## Limits and scaling of the Hébraud–Lequeux model

In the model of Hébraud and Lequeux (1998) the distribution $P(\sigma,t)$ of local shear stress obeys

$$\partial_tP=-G_0\dot\gamma\,\partial_\sigma P+D\,\partial_\sigma^2P-\tau^{-1}\Theta(|\sigma|-\sigma_c)P+\Gamma\,\delta(\sigma),\qquad D=\alpha\Gamma,$$

with yield rate $\Gamma=\tau^{-1}\int_{|\sigma|>\sigma_c}P\,d\sigma$. The noise is mechanical, so no Einstein relation ties $D$ to $k_BT$.

### Dimensionless steady state

With stress in units of $\sigma_c$ and time in units of $\tau$, two groups remain, $a=\alpha/\sigma_c^2$ and $g=G_0\dot\gamma\tau/\sigma_c$, and the mean stress is $\sigma_c\Sigma(g,a)$. Set $\ell=\sqrt D$, $y=g/D$, $\sinh\theta=y\ell/2$. Beyond $\pm1$, $P$ decays over lengths $\ell e^{\pm\theta}$; between $0$ and $\pm1$ it has the form $c+c'e^{y\sigma}$. Matching fixes the fractions of yield events on the two sides as $(1\pm T)/2$, with $T=\tanh(y/2+\theta)$. Multiplying the stationary equation by $\sigma$ and $\sigma^2$ and integrating gives $ay=\langle\sigma\rangle_Y$ and $2a(1+y\Sigma)=\langle\sigma^2\rangle_Y\equiv M$, averaged over yield events:

$$a=\frac{\ell^2}{2}+\frac{T(1+\ell\cosh\theta)}{y},\qquad \Sigma=\frac{M-2a}{2ay},$$

$$M=1+2\ell(\cosh\theta+T\sinh\theta)+2\ell^2(\cosh2\theta+T\sinh2\theta).$$

For $y\to0$, $a=\tfrac12+\ell+\ell^2-y^2(1+\ell)(1+3\ell+3\ell^2)/24+O(y^4)$. At rest this reads $\alpha=\sigma_c^2/2+\sigma_c\sqrt{D\tau}+D\tau$, so $D>0$ needs $\alpha>\alpha_c=\sigma_c^2/2$. Below $\alpha_c$, $D=0$ and any $P$ confined to $|\sigma|<\sigma_c$ is stationary, so the state remembers its history.

### Slow shear

Let $\epsilon=a-\tfrac12$.

**Fluid, $\epsilon>0$.** Here $y\to0$ and $\ell\to\ell_0=(\sqrt{4a-1}-1)/2$. The order $y^2$ of $M-2a$ gives

$$\eta=\frac{\Sigma}{g}=1+\frac{1+4\ell_0}{24a\ell_0^2},$$

in units of $G_0\tau$, with relative corrections $O(g^2)$. It tends to $1+1/(6a^{3/2})$ for $a\gg1$ and to $(1+4\epsilon)/(12\epsilon^2)$ near jamming.

**Critical, $\epsilon=0$.** Now $\ell=(y^2/24)(1+y^2/40)$ and $\Sigma=(y/12)(1+y^2/15)$. With $g=y\ell^2$ and $Y=(576g)^{1/5}$,

$$\Sigma=\frac{Y}{12}\left(1+\frac{17Y^2}{300}\right),$$

whose leading term is $0.297\,g^{1/5}$. The correction reaches 10 % at $g\approx0.007$.

**Jammed, $\epsilon<0$.** Here $\ell\to0$ and $y\to y_0$ with $ay_0=\tanh(y_0/2)$, so $D\simeq g/y_0$ vanishes with the drive. First order in $\ell$ gives $\Sigma=\Sigma_y+Ag^{1/2}+O(g)$, with $S=1-a^2y_0^2$ and

$$\Sigma_y=\frac{1-2a}{2ay_0},\qquad A=y_0^{-1/2}\left[\frac{1}{ay_0}-\Sigma_y\frac{2a+S}{2a-S}\right].$$

Near jamming $\Sigma_y\simeq\sqrt{|\epsilon|/6}\,(1+4|\epsilon|/5)$ and $A\simeq(24|\epsilon|)^{-3/4}$. For $a\ll1$, $\Sigma_y=\tfrac12-a$ and $A=\sqrt a\,(\tfrac12+a)$ up to $O(e^{-1/a})$.

### Crossovers and fast shear

Near jamming $\ell\simeq\epsilon+y^2/24$ and $\Sigma\simeq y/12$ combine into one curve, $g=12\Sigma(\epsilon+6\Sigma^2)^2$. The critical law meets both $g/(12\epsilon^2)$ and $\sqrt{|\epsilon|/6}$ at $g^*=\sqrt{24}\,|\epsilon|^{5/2}$, so the exponent $1/5$ governs $g^*\ll g\ll1$.

For $y\gg1$, $T\to1$ exponentially, and the mean overshoot $L=\ell e^{\theta}$ obeys

$$L^2-gL=\frac{ag}{1+L},\qquad\Sigma=L+\frac{1-2a}{2(1+L)}.$$

For $a\ll1$ and $g\ll a$, $L\simeq\sqrt{ag}+g/2$, so the square-root law ends at $g\sim a$. For $g\gg\max(1,a)$, $\Sigma=g+1/(2g)+O(g^{-2})$, independent of $a$ to this order.

### Numbers for a kaolin paste

Take illustrative inputs $\sigma_c=200$ Pa, $G_0=10$ kPa, $\tau=0.2$ ms, $a=0.3$, chosen to give a yield stress of tens of pascals, as is typical. The rate unit $\sigma_c/(G_0\tau)$ is $100$ s$^{-1}$ and $G_0\tau=2$ Pa s. Then $y_0=3.02$, $\Sigma_y=0.220$ and $A=0.401$, so the model has $\sigma_y=44.1$ Pa and consistency $K=A\sigma_c(G_0\tau/\sigma_c)^{1/2}=8.02$ Pa s$^{1/2}$.

| $\dot\gamma$ (s$^{-1}$) | $g$ | full model (Pa) | $\sigma_y+K\dot\gamma^{1/2}$ (Pa) | $\sigma_c[g+1/(2g)]$ (Pa) |
|---|---|---|---|---|
| 1 | 0.01 | 52.7 | 52.1 | – |
| 10 | 0.1 | 77.4 | 69.5 | – |
| 100 | 1 | 244 | 124 | 300 |
| 1000 | 10 | 2009 | 298 | 2010 |

At $a=0.52$ the model's zero-shear viscosity is $451$ Pa s, and $g^*$ corresponds to $0.028$ s$^{-1}$. Kaolin pastes typically keep thinning over the tabulated range, with an exponent near $1/3$ and a stress of two to three times $\sigma_y$ at $100$ s$^{-1}$. The model's $5.5\,\sigma_y$ there is roughly twice too high, and the gap widens on its linear branch.